**Student:** I accept that PPP theory gives $J=4\beta^2/(U-V_{12})$. I don't see why a four-membered ring should need a four-spin term with a coefficient as large as 80.

**Lecturer:** Then we derive both, starting from the premises. There is one orthonormal $\pi$ orbital per carbon and one electron per site. All bonds are equal, only bonded sites are joined by hopping $t=-\beta>0$, and the graph is bipartite. Zero differential overlap leaves only density-density repulsions:

$$H=H_0+T,\qquad H_0=U\sum_i n_{i\uparrow}n_{i\downarrow}+\sum_{i<j}V_{ij}(n_i-1)(n_j-1),\qquad T=-t\sum_{\langle ij\rangle}(h_{ij}+h_{ji}),$$

with $h_{ji}=\sum_\sigma c^\dagger_{j\sigma}c_{i\sigma}$. The Hubbard model is the case $V_{ij}=0$. $H_0$ is diagonal in the occupations and vanishes on every covalent state, one with $n_i=1$ on all sites. Let $P$ project on those states, $Q=1-P$, and $G=Q/H_0$.

**Student:** But $PTP=0$, so the projection gives nothing.

**Lecturer:** The bare projection does. Eliminate the $Q$ component instead. With $\psi=P\Psi$ the Schrödinger equation reads exactly $-PT(QHQ-E)^{-1}TP\,\psi=E\psi$. Since $E$ is of order $t^2$, the inverse through second order is $G-GTG+GTGTG+EG^2$. Each hop changes the electron number on one sublattice by one, so an odd number of hops cannot lead from $P$ to $P$, and $GTG$ drops out. With $A=PTGTP$, $B=PTG^2TP$, $C=PTGTGTGTP$,

$$-(A+C)\psi=E(1+B)\psi .$$

Substituting $\psi=(1+B)^{-1/2}\phi$ makes this an ordinary Hermitian problem, $H_{\rm eff}=-A-C+\tfrac12(AB+BA)+O(t^6)$. One hop from a covalent state makes a cation next to an anion with all other sites neutral, so its energy is always $\Delta_1=U-V_{12}$. Hence $B=A/\Delta_1$, and

$$H^{(2)}=-A,\qquad H^{(4)}=\frac{A^2}{\Delta_1}-\frac{1}{\Delta_1^2}\sum_m\frac{W_m^\dagger W_m}{E_m},$$

where $W_m$ is the part of $TTP$ that ends in the ionic charge pattern $m$ of energy $E_m$.

**Student:** Where do spins come in?

**Lecturer:** Through the Pauli principle. Define $s^\dagger_{ij}=(c^\dagger_{i\uparrow}c^\dagger_{j\downarrow}-c^\dagger_{i\downarrow}c^\dagger_{j\uparrow})/\sqrt2=s^\dagger_{ji}$ and $d^\dagger_j=c^\dagger_{j\uparrow}c^\dagger_{j\downarrow}$. The hop $h_{ji}$ replaces $c^\dagger_i$ by $c^\dagger_j$, turning $s^\dagger_{ij}$ into $\sqrt2\,d^\dagger_j$ and any triplet into zero: $h_{ji}P=\sqrt2\,d^\dagger_js_{ij}P$. A return to $P$ must use the same bond. Two directions, each with weight $2t^2$, give

$$H^{(2)}=-J\sum_{\langle ij\rangle}\Pi_{ij}=J\sum_{\langle ij\rangle}\left(\mathbf S_i\cdot\mathbf S_j-\tfrac14\right),\qquad J=\frac{4\beta^2}{U-V_{12}},$$

where $\Pi_{ij}=\tfrac14-\mathbf S_i\cdot\mathbf S_j$ is the singlet projector, spins are in units of $\hbar$, and each bond is counted once.

**Student:** So for fourth order I put $U-V_{12}$ in place of $U$ in the Hubbard result.

**Lecturer:** No, because the $E_m$ differ from multiples of $\Delta_1$. Take a chain first and sort by pairs of bonds. The same bond twice contributes only to $A^2$: $16t^4\Pi_{ij}/\Delta_1^3$, since $\Pi^2=\Pi$. For two bonds $i\!-\!j\!-\!k$ the middle state has a cation at $i$ and an anion at $k$, with $E_m=\Delta_2=U-V_{13}$. It is reached in two orders. In $h_{ji}h_{kj}$ a singlet on $jk$ collapses and the spin of $i$ moves to $j$. In $h_{kj}h_{ji}$ a singlet on $ij$ collapses, and then $h_{kj}d^\dagger_jc^\dagger_{k\sigma}|0\rangle=-c^\dagger_{j\sigma}d^\dagger_k|0\rangle$. So

$$W=\sqrt2\,t^2d^\dagger_k\sum_\sigma c^\dagger_{j\sigma}\left(c_{i\sigma}s_{jk}-c_{k\sigma}s_{ij}\right).$$

Let $a=s^\dagger_{jk}c^\dagger_{i\sigma}|0\rangle$, $b=s^\dagger_{ij}c^\dagger_{k\sigma}|0\rangle$, $c=s^\dagger_{ik}c^\dagger_{j\sigma}|0\rangle$. Writing out determinants gives $a+b+c=0$, so these unit vectors have overlaps $-\tfrac12$. Expanding $|c\rangle\langle c|$ and summing over $\sigma$ gives $\sum_\sigma(|a\rangle\langle b|+|b\rangle\langle a|)=\Pi_{ik}-\Pi_{ij}-\Pi_{jk}$. Two results follow:

$$\{\Pi_{ij},\Pi_{jk}\}=\tfrac12(\Pi_{ij}+\Pi_{jk}-\Pi_{ik}),\qquad W^\dagger W=2t^4(2\Pi_{ij}+2\Pi_{jk}-\Pi_{ik}).$$

The cation may sit at either end, which doubles the second term, and the three-site contribution is

$$\frac{t^4}{\Delta_1^2}\left[\left(\frac8{\Delta_1}-\frac8{\Delta_2}\right)(\Pi_{ij}+\Pi_{jk})-\left(\frac8{\Delta_1}-\frac4{\Delta_2}\right)\Pi_{ik}\right].$$

**Student:** And bonds with no common site? $A^2$ couples them however far apart they are, which looks unphysical.

**Lecturer:** $A^2$ gives $32t^4\Pi\Pi'/\Delta_1^3$. Against it stand four doubly ionic patterns, each reached in two orders with total amplitude $2\times2t^2$, giving $-16t^4\Pi\Pi'/(\Delta_1^2E_m)$ each. In the Hubbard model $E_m=2U$ and the cancellation is complete. In PPP, $E_m$ contains the interaction of two bond dipoles, and a four-spin remainder survives that decays with distance. For the Hubbard chain the first bracket of the three-site term vanishes, so

$$J_1=\frac{4t^2}{U}-\frac{16t^4}{U^3},\qquad J_2=\frac{4t^4}{U^3}$$

for first and second neighbours.

**Student:** For the square I add up four bonds and four corners.

**Lecturer:** That misses interference: some patterns are reached along different bonds. Number the sites 1 to 4 around the ring and set $\alpha=s^\dagger_{12}s^\dagger_{34}|0\rangle$, $\beta'=s^\dagger_{14}s^\dagger_{23}|0\rangle$, $\gamma=s^\dagger_{13}s^\dagger_{24}|0\rangle$. Coupling the three-site identity to site 4 gives $\alpha+\beta'+\gamma=0$. There are three kinds of middle state.

First, the four patterns like $+--+$ have $E_m=2U-2V_{13}=2\Delta_2$, because the four bond terms cancel. Each comes from one bond pair, and together they give $\sum W^\dagger W=32t^4(\Pi_{12}\Pi_{34}+\Pi_{14}\Pi_{23})$.

Second, the two patterns $+-+-$ have $E_a=2U-4V_{12}+2V_{13}=4\Delta_1-2\Delta_2$. Each comes from both bond pairs, with amplitude $4t^2\langle\alpha+\beta'|=-4t^2\langle\gamma|$, and together they give $32t^4\Pi_{13}\Pi_{24}$.

Third, the four diagonal ion pairs have $E_m=\Delta_2$. For a cation at 1 and an anion at 3, add $W$ through site 2 and through site 4. If the remaining spins on 2 and 4 form a singlet, the four terms are $\beta'-\alpha+\alpha-\beta'=0$. If both are up, let $|n\rangle$ be the determinant in site order with the down spin on $n$. The four terms are $[(|3\rangle-|2\rangle)-(|2\rangle-|1\rangle)-(|4\rangle-|3\rangle)-(|4\rangle-|1\rangle)]/\sqrt2=\sqrt2(|1\rangle-|2\rangle+|3\rangle-|4\rangle)$, of squared norm 8. This is the staggered triplet $\tau$, so $W^\dagger W=16t^4\Pi_\tau$ and the four pairs give $64t^4\Pi_\tau$. With $K=\sum_{\langle ij\rangle}\Pi_{ij}$,

$$H^{(4)}=\frac{t^4}{\Delta_1^2}\left[\frac{16K^2}{\Delta_1}-\frac{64\Pi_\tau}{\Delta_2}-\frac{16(\Pi_{12}\Pi_{34}+\Pi_{14}\Pi_{23})}{\Delta_2}-\frac{32\Pi_{13}\Pi_{24}}{E_a}\right].$$

**Student:** That has no exchange constants in it.

**Lecturer:** Read off the levels and match. With $\mathbf S_{13}=\mathbf S_1+\mathbf S_3$ and $\mathbf S_{24}=\mathbf S_2+\mathbf S_4$ we have $K=1-\mathbf S_{13}\cdot\mathbf S_{24}$. The three singlet projectors sum to $\tfrac32$ on the singlet plane, and $\Pi_{12}\Pi_{34}+\Pi_{14}\Pi_{23}$ equals $2\times\tfrac14$ on $\gamma$; it therefore equals $\tfrac32$ on the orthogonal singlet $\sigma\propto\alpha-\beta'$.

| level | $S_{13},S_{24},S$ | $K$ | $H^{(4)}\Delta_1^2/t^4$ | Hubbard, $t^4/U^3$ |
|---|---|---|---|---|
| $\sigma$ | 1, 1, 0 | 3 | $144/\Delta_1-24/\Delta_2$ | 120 |
| $\tau$ | 1, 1, 1 | 2 | $64/\Delta_1-64/\Delta_2$ | 0 |
| $\epsilon$ | 1, 0, 1 and 0, 1, 1 | 1 | $16/\Delta_1$ | 16 |
| $\gamma$ | 0, 0, 0 | 1 | $16/\Delta_1-8/\Delta_2-32/E_a$ | $-8$ |
| quintet | 1, 1, 2 | 0 | 0 | 0 |

Spin rotation and the symmetry of the square make these five levels a full description, so four constants fix the operator. Write $(ij)=\mathbf S_i\cdot\mathbf S_j$ and

$$H_{\rm eff}=J_1\sum_{\rm sides}\left[(ij)-\tfrac14\right]+J_2\sum_{\rm diagonals}\left[(ij)-\tfrac14\right]+\lambda\left[(12)(34)+(14)(23)-\tfrac18\right]+\mu\left[(13)(24)-\tfrac1{16}\right].$$

Inserting $(ij)=\tfrac14-\Pi_{ij}$, with $j_1=J_1+\lambda/4$ and $j_2=J_2+\mu/4$, the levels are $-2j_1$ for $\tau$, $-j_1-j_2$ for $\epsilon$, $-3j_1+\tfrac32\lambda$ for $\sigma$, and $-j_1-2j_2+\tfrac12\lambda+\mu$ for $\gamma$. Equate each with $-JK$ plus the table entry and solve in that order. With $g=t^4/\Delta_1^2$, $j_1=J-g(32/\Delta_1-32/\Delta_2)$, $j_2=g(16/\Delta_1-32/\Delta_2)$, and

$$\lambda=g\left(\frac{32}{\Delta_1}+\frac{48}{\Delta_2}\right),\qquad \mu=-g\left(\frac{64}{\Delta_2}+\frac{32}{E_a}\right),$$

$$J_1=J-g\left(\frac{40}{\Delta_1}-\frac{20}{\Delta_2}\right),\qquad J_2=g\left(\frac{16}{\Delta_1}-\frac{16}{\Delta_2}+\frac{8}{E_a}\right).$$

For Hubbard, $\Delta_1=\Delta_2=U$ and $E_a=2U$, so $\lambda=-\mu=80t^4/U^3$. The ring term is $80(t^4/U^3)[(12)(34)+(14)(23)-(13)(24)-\tfrac1{16}]$, the form known from Takahashi (1977).

**Student:** Then why is $J_1=4t^2/U-20t^4/U^3$ here, not the chain value? And two corners should give $8t^4/U^3$ on a diagonal, where the formula gives 4.

**Lecturer:** Because the ring adds more than the four-spin term. Both differences are $-4t^4/U^3$, so closing the ring also adds $-4t^4/U^3$ to the exchange of each of the six pairs. Quoting the 80 with chain values of $J_1$ and $J_2$ gives the wrong spectrum. In PPP, moreover, $\lambda\ne-\mu$ in general.

**Student:** An 80 against a 4 worries me. When can the series be trusted?

**Lecturer:** The square lets us test it exactly. Both $\sigma$ and $\tau$ belong to one-dimensional representations of the eight-element symmetry group of the square. At fixed spin state the eight adjacent ion pairs form one orbit, which contains each such representation once. We found that two hops take $\sigma$ only to the $+--+$ patterns and $\tau$ only to the diagonal pairs, and a further hop returns to adjacent pairs. Each sector is thus a three-state chain with diagonal $0,\Delta_1,E_m$ and couplings $p,q$, where $p^2=4t^2K$ and $p^2q^2=\sum W^\dagger W$. For $\sigma$, $p^2=12t^2$ and $p^2q^2=48t^4$; for $\tau$, $p^2=8t^2$ and $p^2q^2=64t^4$. The secular equations are

$$E(E-\Delta_1)(E-2\Delta_2)=12t^2(E-2\Delta_2)+4t^2E,\qquad E(E-\Delta_1)(E-\Delta_2)=8t^2(E-\Delta_2)+8t^2E .$$

Solve the first for $t^2(E)=E(E-\Delta_1)(E-2\Delta_2)/(16E-24\Delta_2)$. It vanishes at $E=0$ and at $E=\Delta_1$, and for $\Delta_2\ge\Delta_1$ it is negative between. At its minimum $-t_c^2$ the covalent root meets an ionic root in a square-root branch point, so the power series in $t^2$ cannot converge for $t>t_c$. For Hubbard this happens at $U/t_c=6.5$. Truncation at low order demands more. From the table, the singlet-triplet gap is

$$E_\tau-E_\sigma=J-g\left(\frac{80}{\Delta_1}+\frac{40}{\Delta_2}\right)+O(t^6),$$

which for Hubbard is $J(1-30t^2/U^2)$. The plain Heisenberg gap needs $U/t$ above about 17 for this correction to stay under a tenth.

**Student:** Are there limits besides convergence?

**Lecturer:** Those of the premises. Away from half filling $PTP\neq0$. Unequal bonds spoil $B=A/\Delta_1$, and the symmetrised product must be kept. Every $E_m$ must be positive and large against $t$; $E_a$ closes first as $V_{12}$ grows. A diagonal hopping $t'$ adds $4t'^2/\Delta_2$ to $J_2$ and rivals it once $t'$ is of order $t^2/\Delta_1$. A direct exchange integral $K_{12}$, dropped by zero differential overlap, adds $-2K_{12}$ to $J_1$ and rivals the fourth-order shift at $K_{12}\approx10t^4/U^3$.

**Student:** And cyclobutadiene itself?

**Lecturer:** Take typical PPP inputs: $U=11.26$ eV, $\beta=-2.40$ eV, an assumed side of 1.44 Å, and the Ohno form $V(r)=U/\sqrt{1+(Ur/e^2)^2}$ with $e^2/4\pi\varepsilon_0$ written as $e^2=14.40$ eV Å. Then $V_{12}=7.48$ and $V_{13}=5.99$ eV, so $\Delta_1=3.78$, $\Delta_2=5.27$ and $E_a=4.58$ eV. The branch point lies at $t_c=0.57$ eV. I list the actual hopping beside an artificial one, $t=0.30$ eV, with the same repulsions. All entries are in eV.

| | $t=0.30$ | $t=2.40$ |
|---|---|---|
| $J$, also the second-order gap | 0.0952 | 6.1 |
| $J_1$ | 0.0914 | $-9.7$ |
| $J_2$ | 0.0017 | 6.8 |
| $\lambda$ | 0.0100 | 41 |
| $\mu$ | $-0.0108$ | $-44$ |
| gap through fourth order | 0.0789 | $-61$ |
| gap from the cubics | 0.0812 | 0.36 |

At $t=0.30$ eV the fourth order leaves an error of 0.0023 eV against the exact solution of the model, and the ring constants are already a tenth of $J$. At $t=2.40$ eV, about four times $t_c$, the fourth-order constants mean nothing.

**Student:** So the valence-bond picture fails for this molecule.

**Lecturer:** The expansion fails; the ordering survives. The lowest roots are $E_\sigma=-7.17$ and $E_\tau=-6.81$ eV, with the singlet below the triplet as second order says. The gap is small because both roots tend to $-4t$ when the repulsions vanish, and ring exchange has the sign that pulls the gap down from $J$ toward that degeneracy. The 0.36 eV is the model's number. The square is not the equilibrium shape of the singlet molecule, which is rectangular, and correlated all-electron calculations typically put the triplet roughly 0.2 eV above the singlet at the square geometry. With these inputs the $\pi$-only model overshoots that by up to about a factor of two.